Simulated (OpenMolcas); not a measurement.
A ladder of methods for AlBH2OF2 (SMILES O[B](F)[AlH][F])

AlBH2OF2 has 7 atoms, charge 0, and is taken as a singlet. As SMILES, `O[B](F)[AlH][F]`. Geometry: relaxed at PBE0-D4/def2-TZVP. This is one conformer, not always the lowest.

```
atom    x (Å)    y (Å)    z (Å)
   O   0.4623  -0.1665   1.7690
   B   0.5118  -0.6756   0.5191
   F   1.1708  -1.8248   0.3945
  Al  -0.4115   0.3016  -1.1621
   F  -1.1527   1.7131  -0.6978
   H  -0.0199   0.6623   1.8250
   H  -0.4996  -0.0782  -2.6933
```

Each level gives the energy change with the Al4–H7 bond stretched from 1.580 to 2.844 Å (eV). The values are calculated.

```tsv
level	kind	program	value (eV)	less CCSD(T)/6-31G*	CPU time (all runs)
SVWN5/6-31G* (spherical functions) (restricted)	LDA	OpenMolcas	2.62	+0.08	34 s
BLYP/6-31G* (spherical functions) (restricted)	GGA	OpenMolcas	2.58	+0.04	46 s
revPBE/6-31G* (spherical functions) (restricted)	GGA	OpenMolcas	2.57	+0.03	48 s
M06-L/6-31G* (spherical functions) (restricted)	meta-GGA	OpenMolcas	2.91	+0.37	66 s
TPSS/6-31G* (spherical functions) (restricted)	meta-GGA	OpenMolcas	2.79	+0.25	64 s
B3LYP/6-31G* (spherical functions) (restricted)	global hybrid	OpenMolcas	2.86	+0.32	47 s
BHLYP/6-31G* (spherical functions) (restricted)	global hybrid	OpenMolcas	3.20	+0.66	38 s
CCSD(T)/6-31G* (spherical functions) (restricted)	coupled cluster or CI	OpenMolcas	2.54	0.00	1.8 min
```

Differences are taken from CCSD(T)/6-31G* (spherical functions) (restricted) for orientation; it has basis-set and higher-order errors of its own. At this stretch a single reference begins to fail. The first shape isn't each level's own minimum. The values span 2.54 to 3.20 eV. CPU times are rough (shared hosts, several kinds of processor): they show what a rung costs within a factor of a few.

Stretching the Al–H bond costs more as exact exchange is added: the energy rises from 2.58 eV with BLYP to 2.86 eV with B3LYP and 3.20 eV with BHLYP. As the bonding and antibonding σ orbitals approach each other, a closed-shell determinant retains too much ionic character, whereas the separating fragments should each carry one electron. Exact exchange exposes this missing left-right correlation, while semilocal exchange partly imitates it.

Exact exchange is not the whole explanation, since M06-L, which has none, lies slightly above B3LYP, and TPSS also lies well above the two GGAs. The form of the semilocal functional therefore matters too.

The close agreement of LDA and the GGAs with CCSD(T) probably owes something to error cancellation and doesn't establish that they describe Al–H bonding better than the hybrids. Perturbative triples can overcorrect as the orbital gap narrows, so the coupled-cluster energy may itself be too low. The energies describe a partly broken bond and don't give the Al–H dissociation energy.
